The question

A pseudopotential should scatter valence electrons as the full atom does. Why does this germanium potential do so exactly at one energy per channel, why does its s phase later slip by almost π, and why do the p channels, which hold two spurious bound states, look the best behaved?

The sizes worth remembering are these. Within about 1 Ry of a reference energy the phase errors are near 0.01 rad or below. On a flat stretch of the curve such hundredths of a radian amount to 0.1 to 0.3 Ry in energy. The s failure is a feature 3 Ry too low. The ghosts lie 5 and 26 Ry below their references and cause no jump in the window. All rows belong to one relativistic PBEsol potential made from Ge2+, so energies are on the ion's scale.

Calculated values. Scattering phases of a Ge pseudopotential (ld1.x 7.5, PBEsol, Dirac equation; separable Troullier-Martins, radii s 1.2, p 2 bohr, s channel local) made from 4s2 4p0 (charge +2). Phase is unwrapped arctan(r u′/u), u = rR, at r = 2.205 bohr; error is pseudo minus all-electron, multiples of π matched at the reference energies s −2.152, p1/2 −1.471, p3/2 −1.448 Ry.

```
energy (Ry)  phase s all-electron (rad)  phase s error (rad)  phase p1 half all-electron (rad)  phase p1 half error (rad)  phase p3 half all-electron (rad)  phase p3 half error (rad)
     -4.000                      1.1307              -0.0037                            1.2295                     0.0151                            1.2316                     0.0017
     -3.520                      0.9979              -0.0052                            1.1750                     0.0145                            1.1785                     0.0021
     -3.040                      0.7006              -0.0072                            1.0892                     0.0144                            1.0957                     0.0025
     -2.560                     -0.0797              -0.0047                            0.9347                     0.0141                            0.9490                     0.0028
     -2.080                     -0.9485               0.0000                            0.5975                     0.0111                            0.6364                     0.0026
     -1.600                     -1.2956              -0.0031                           -0.1671                     0.0010                           -0.0806                     0.0004
     -1.120                     -1.4476              -0.0078                           -0.9188                     0.0042                           -0.8623                     0.0012
     -0.640                     -1.5339              -0.0147                           -1.2491                     0.0109                           -1.2208                     0.0037
     -0.160                     -1.5928              -0.0272                           -1.4039                     0.0155                           -1.3864                     0.0057
      0.320                     -1.6392              -0.0535                           -1.4935                     0.0197                           -1.4807                     0.0080
      0.800                     -1.6805              -0.1268                           -1.5544                     0.0243                           -1.5437                     0.0105
      1.280                     -1.7214              -0.5801                           -1.6013                     0.0299                           -1.5916                     0.0139
      1.760                     -1.7663              -2.6373                           -1.6416                     0.0372                           -1.6319                     0.0182
      2.240                     -1.8206              -2.8378                           -1.6797                     0.0470                           -1.6695                     0.0245
      2.720                     -1.8938              -2.8496                           -1.7194                     0.0609                           -1.7077                     0.0334
      3.200                     -2.0047              -2.7928                           -1.7646                     0.0812                           -1.7504                     0.0470
      3.680                     -2.1996              -2.6443                           -1.8215                     0.1128                           -1.8028                     0.0685
      4.160                     -2.6004              -2.2913                           -1.9014                     0.1656                           -1.8739                     0.1051
      4.640                     -3.3311              -1.6172                           -2.0290                     0.2628                           -1.9832                     0.1733
```

What the phase measures

Let u = rR be the radial function at energy E, r = 2.205 bohr the test radius, and D = r u′/u = tan θ, where θ is the tabulated phase; the error is pseudo minus all-electron. In Rydberg units the radial equation is −u″ + Vu = Eu. Differentiating with respect to E, multiplying by u and integrating from 0 to r gives d(u′/u)/dE = −Q/u², with Q the integral of u² inside r. Hence

dθ/dE = −rQ / (u² + r²u′²)

up to small relativistic terms, and also for a separable potential whose projector ends inside r. The phase can only fall, as all six curves do in every row. It crosses −π/2 and −3π/2 when a new node enters at r, and 0 and −π when u′ = 0. It falls steeply where much charge sits inside and little amplitude at the surface.

Near the reference energies

The construction matches u and u′ at the reference energy, which fixes θ, and norm conservation matches Q, which fixes the slope. The error therefore starts as (E − Eref)² and has one sign on both sides. The table agrees: the s error is −0.0047 and −0.0031 on either side of the 0.0000 at −2.08 Ry, and the p errors are positive around their smallest values at −1.60 Ry. This is built into the potential and does not test it. Error divided by (E − Eref)² varies by up to about threefold among the rows next to each reference (the s error that rounds to zero left aside), so a pure parabola does not hold over a grid step of 0.48 Ry.

Below the reference the errors look irregular: s peaks at −3.04 Ry, p3/2 at −2.56 Ry, and p1/2 flattens near 0.014 to 0.015. The arctangent causes this, since δθ ≈ cos²θ · δD. Towards low energy cos²θ drops from nearly 1 to 0.11 (p) and 0.18 (s), while the size of the error in D grows at each step down in all three channels, reaching 0.14 for p1/2. Accuracy does not recover there.

The same weight hides errors near −π/2. The s error there is about 0.02 rad, yet the node reaches r at −0.49 Ry instead of the all-electron −0.34 Ry. For p1/2 it arrives 0.31 Ry late and for p3/2 0.13 Ry late.

The s channel: a feature 3 Ry too low

The s error passes 0.05 rad at 0.32 Ry and plunges from −0.127 at 0.80 Ry to −2.637 at 1.76 Ry. Adding error and all-electron phase shows what happens: the pseudo phase crosses −π near 1.5 Ry (known only within one grid step), the all-electron phase near 4.5 Ry. The error peaks at −2.850 rad, 91% of π, and stops short of π because the all-electron phase is already moving. Its shrinking after 2.72 Ry is that phase catching up, in the last step at −1.52 rad/Ry against −0.12 for the pseudo curve.

A hard sphere with a flat interior sets the scale, with nothing fitted. Its s levels are n²π²/r², so the first two node entries are separated by

3π²/r² = 29.61 / 2.205² = 6.09 Ry

The all-electron gap exceeds 4.98 Ry, which is compatible with this. The pseudo gap is 3.04 Ry, half of it. Neither potential is flat, so the estimate gives a scale only. The pseudo step is also the steepest in the channel, 4.38 rad/Ry against 1.81 for the steepest all-electron step, and by the slope formula its state has much charge inside and a small surface amplitude.

This feature is neither of the two ghosts, and since s is the local potential no projector can have made it. A guess, untested here: the short 1.2 bohr radius forces a strongly structured potential with an inner well behind a barrier, which would give both a narrow gap and a steep step.

The p channels: smooth above two ghosts

The same run finds its lowest p levels at −6.259 Ry (p1/2) and −27.358 Ry (p3/2). Each makes the pseudo phase fall by π near its own energy, but both lie below the first row, and multiples of π are matched at the reference. The p errors stay at or below 0.0197 rad up to 0.32 Ry, and the channel with the smaller error in every row has the deeper ghost.

Theory fixes the sign of the cause. In Kleinman-Bylander form a p electron feels the local potential plus one projector whose strength is ⟨δV²⟩/⟨δV⟩, where δV is the p potential minus the local one, averaged over the 4p pseudo orbital. The local potential binds its lowest s level at −2.152 Ry, and the centrifugal term puts its p levels higher. A repulsive projector cannot lower them, so the projector is attractive and ⟨δV⟩ is negative. It pulls one state below the lowest local p level; that state is not 4p only if the local level lies below the 4p reference, which is impossible if δV is negative everywhere. So δV takes both signs and cancels in part. That the cancellation is severe and the denominator small is a guess, suggested by ghosts 21.1 Ry apart for references 0.023 Ry apart. If so, a small change of radius could move the ghosts far and the p curves little.

The p1/2 error is 8.9 times the p3/2 error in the first row and 1.5 times in the last. The tail of the nearer ghost would have this sign and could raise the ratio at low energy, but it cannot be the whole cause. With value and slope matched at the reference, such a tail alone would make the error in D grow faster than (E − Eref)² on the way down, and the p1/2 errors in D grow more slowly than that. Whether it contributes is untested. The dip of the ratio to 2.5 at −1.60 Ry needs no such cause: the row is farther from the p3/2 reference, (0.152/0.129)² = 1.39 restores 3.5, and the error 0.0004 has one digit. At the top the all-electron phases steepen towards their next p feature, which matching at 4p does not constrain, and the pseudo phases lag by 1.43 and 0.91 Ry.

Spin-orbit offset

The all-electron p1/2 phase is below p3/2 in every row because p1/2 is more strongly bound. The gap peaks at −1.60 Ry, where the curves are steepest, and widens again above 1.76 Ry as they steepen. At −1.60 Ry it equals an energy offset of about 0.04 Ry, roughly twice the level splitting. First-order perturbation theory gives the reason: the core-region term is divided by Q for the phase and by the whole norm for the level, so roughly half of the 4p charge lies inside r.

What the curves cannot certify

A basis has to resolve a ghost before it appears. The lowest p3/2 level is already at −3.71 Ry for a 15 Ry cutoff; the lowest p1/2 level stays at −1.47 Ry up to 40 Ry and is at −2.89 Ry at 50. The run's cutoffs of 55 and 200 Ry track the 4s level alone, and at both the ghosts would be filled before the valence states. The atomic excitation errors of 18 to 95 meV relative to the all-electron atom do not reveal them. Levels narrower than the grid could also lie unseen between rows, and none of this gives the error in a solid. The crossings, slopes and ratios are listed in the output below.

The analysis program printed:

```
E[Ry] | pseudo phase s, p1/2, p3/2 [rad] | AE p3/2-p1/2 [rad] | error ratio p1/2:p3/2
 -4.00 |  1.1270  1.2446  1.2333 | 0.0021 | 8.9
 -3.52 |  0.9927  1.1895  1.1806 | 0.0035 | 6.9
 -3.04 |  0.6934  1.1036  1.0982 | 0.0065 | 5.8
 -2.56 | -0.0844  0.9488  0.9518 | 0.0143 | 5.0
 -2.08 | -0.9485  0.6086  0.6390 | 0.0389 | 4.3
 -1.60 | -1.2987 -0.1661 -0.0802 | 0.0865 | 2.5
 -1.12 | -1.4554 -0.9146 -0.8611 | 0.0565 | 3.5
 -0.64 | -1.5486 -1.2382 -1.2171 | 0.0283 | 2.9
 -0.16 | -1.6200 -1.3884 -1.3807 | 0.0175 | 2.7
  0.32 | -1.6927 -1.4738 -1.4727 | 0.0128 | 2.5
  0.80 | -1.8073 -1.5301 -1.5332 | 0.0107 | 2.3
  1.28 | -2.3015 -1.5714 -1.5777 | 0.0097 | 2.2
  1.76 | -4.4036 -1.6044 -1.6137 | 0.0097 | 2.0
  2.24 | -4.6584 -1.6327 -1.6450 | 0.0102 | 1.9
  2.72 | -4.7434 -1.6585 -1.6743 | 0.0117 | 1.8
  3.20 | -4.7975 -1.6834 -1.7034 | 0.0142 | 1.7
  3.68 | -4.8439 -1.7087 -1.7343 | 0.0187 | 1.6
  4.16 | -4.8917 -1.7358 -1.7688 | 0.0275 | 1.6
  4.64 | -4.9483 -1.7662 -1.8099 | 0.0458 | 1.5
rounding of each tabulated phase and error: 0.00005 rad; grid step 0.48 Ry
s near reference, E-Eref[Ry], error[rad], error/dE^2: -0.408 -0.0047 -0.028; +0.072 +0.0000 +0.000; +0.552 -0.0031 -0.010
p1/2 near reference, E-Eref[Ry], error[rad], error/dE^2: -0.609 +0.0111 +0.030; -0.129 +0.0010 +0.060; +0.351 +0.0042 +0.034
p3/2 near reference, E-Eref[Ry], error[rad], error/dE^2: -0.632 +0.0026 +0.007; -0.152 +0.0004 +0.017; +0.328 +0.0012 +0.011
s below reference, low to high E: error of D [-0.0202 -0.0176 -0.0122 -0.0047] cos^2 [0.18 0.29 0.58 0.99]
p1/2 below reference, low to high E: error of D [0.1408 0.1011 0.069  0.0407 0.0164 0.001 ] cos^2 [0.11 0.15 0.21 0.35 0.68 0.97]
p3/2 below reference, low to high E: error of D [0.0154 0.0144 0.012  0.0083 0.004  0.0004] cos^2 [0.11 0.15 0.21 0.34 0.65 0.99]
s: node at r (-pi/2) AE -0.34, pseudo -0.49, shift -0.15 Ry; first E with |error|>0.05, >0.1 rad: 0.32, 0.80 Ry
p1/2: node at r (-pi/2) AE 0.97, pseudo 1.27, shift +0.31 Ry; first E with |error|>0.05, >0.1 rad: 2.72, 3.68 Ry
p3/2: node at r (-pi/2) AE 1.07, pseudo 1.21, shift +0.13 Ry; first E with |error|>0.05, >0.1 rad: 3.68, 4.16 Ry
s crossing of -pi (linear, within one step): AE 4.52, pseudo 1.47, shift -3.04 Ry
s pseudo -3pi/2 at 2.54 Ry; node-to-node gap pseudo 3.04, AE > 4.98, flat sphere 6.09 Ry; pseudo/flat 0.50
steepest s step [rad/Ry]: pseudo -4.38 (1.28 to 1.76), AE -1.81 (-2.56 to -2.08); last step AE -1.52, pseudo -0.12
largest s error -2.8496 rad at 2.72 Ry = 91% of pi; last row -1.6172
top row, pseudo p phase lags AE by [Ry]: p1/2 1.43, p3/2 0.91
spin-orbit at -1.60 Ry: AE curve offset about 0.042 Ry, level splitting 0.023 Ry, ratio 1.8
p1/2 ghost -6.259 Ry = -85.2 eV; below first row by 2.26, below reference by 4.79, below lowest s level by 4.11 Ry
p3/2 ghost -27.358 Ry = -372.2 eV; below first row by 23.36, below reference by 25.91, below lowest s level by 25.21 Ry
ghost separation 21.10 Ry; ratio of depths below reference p3/2:p1/2 5.4
lowest p1/2 level vs cutoff [Ry]: 10: -1.47; 15: -1.47; 40: -1.47; 50: -2.89; 60: -4.42
lowest p3/2 level vs cutoff [Ry]: 10: -1.47; 15: -3.71; 40: -10.93; 50: -15.91; 60: -21.11
```
